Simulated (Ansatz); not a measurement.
**Energy, volume and coordination in Cd₇S**

Method: Ansatz 0.2.0, DFT PBE, scalar-relativistic, plane waves, PAW. All cells share a 420 eV cutoff and Γ-centred k meshes spaced about 0.3 Å⁻¹ or finer (0.25 for metals, 2π included). No spin polarisation.

These are static total energies at zero pressure. Rows are sorted by volume; energies count from the lowest form computed. Coordination counts Cd atoms around S (those within 1.25 times the shortest such distance or 1.15 times the sum of covalent radii, 1.27 where that leaves under three; a plus sign parts nearer from farther groups; the shortest distance is added where it exceeds 1.18 times the sum of covalent radii).

| row | form | source | atoms | coordination | V (Å³/atom) | gap on mesh (eV) | ΔE (meV/atom) |
| --- | --- | --- | --- | --- | --- | --- | --- |
| 1 | Fm-3m | invented | 8 | S 12 from 3.1 Å | 22.1 | 0 | 52 |
| 2 | P-6m2 | invented | 8 | S 6+6 from 3.0 Å | 22.9 | 0 | 71 |
| 3 | I-43m | invented | 8 | S 4 | 23.6 | 0 | 133 |
| 4 | P-3m1 | invented | 8 | S 6 | 24.0 | 0 | 0 |
| 5 | P3m1 | invented | 8 | S 4 | 25.9 | 0 | ? |

The cell of row 5:

Space group P3m1 (No. 156). a = 3.838 Å, b = 3.838 Å, c = 16.219 Å, α = 90.00°, β = 90.00°, γ = 120.00°
```
atom  site  symmetry       x       y       z
  Cd    1c       3m. 0.6667  0.3333  0.9153
  Cd    1a       3m. 0.0000  0.0000  0.1476
  Cd    1a       3m. 0.0000  0.0000  0.6526
  Cd    1b       3m. 0.3333  0.6667  0.7825
  Cd    1b       3m. 0.3333  0.6667  0.2692
  Cd    1a       3m. 0.0000  0.0000  0.3969
  Cd    1b       3m. 0.3333  0.6667  0.5248
   S    1a       3m. 0.0000  0.0000  0.9933
```

Task: Estimate the missing energy, and say where the row ranks.

Result: 35 meV/atom, which puts it above row 4 and below row 1. Counting Cd atoms around S, row 5 has S 4 and the lowest form (row 4) has S 6.

An observed structure of this formula, if there is one, may be missing.

The k mesh leaves some 4 meV/atom of noise in the energy of each metallic cell. Cells relaxed within their symmetry can be saddle points. Some types were kept out of the candidates beforehand, so the set may lack a known form.

Sulfur coordination alone does not set the energy order: the two fourfold forms lie at 35 and 133 meV/atom, on either side of both twelve-neighbour forms. Density does not set it either, since the lowest form is among the more open ones. With so little sulfur, most of the cohesion must come from the cadmium framework, and sulfur can accept only a small share of the valence s electrons, which fits the absence of a gap in every form.

Row 5 shows the competition. Sulfur has the tetrahedral surroundings familiar from CdS, but the cadmium layers share its lateral period, leaving neighbours within a layer 3.838 Å apart, far more than in the elemental metal. This strain probably offsets much of the gain from favourable Cd–S bonding. The sixfold minimum therefore does not contradict the tetrahedral preference of CdS itself. Nor does the ranking show that any Cd₇S form would resist separation into cadmium and CdS, the outcome expected from the known chemistry.
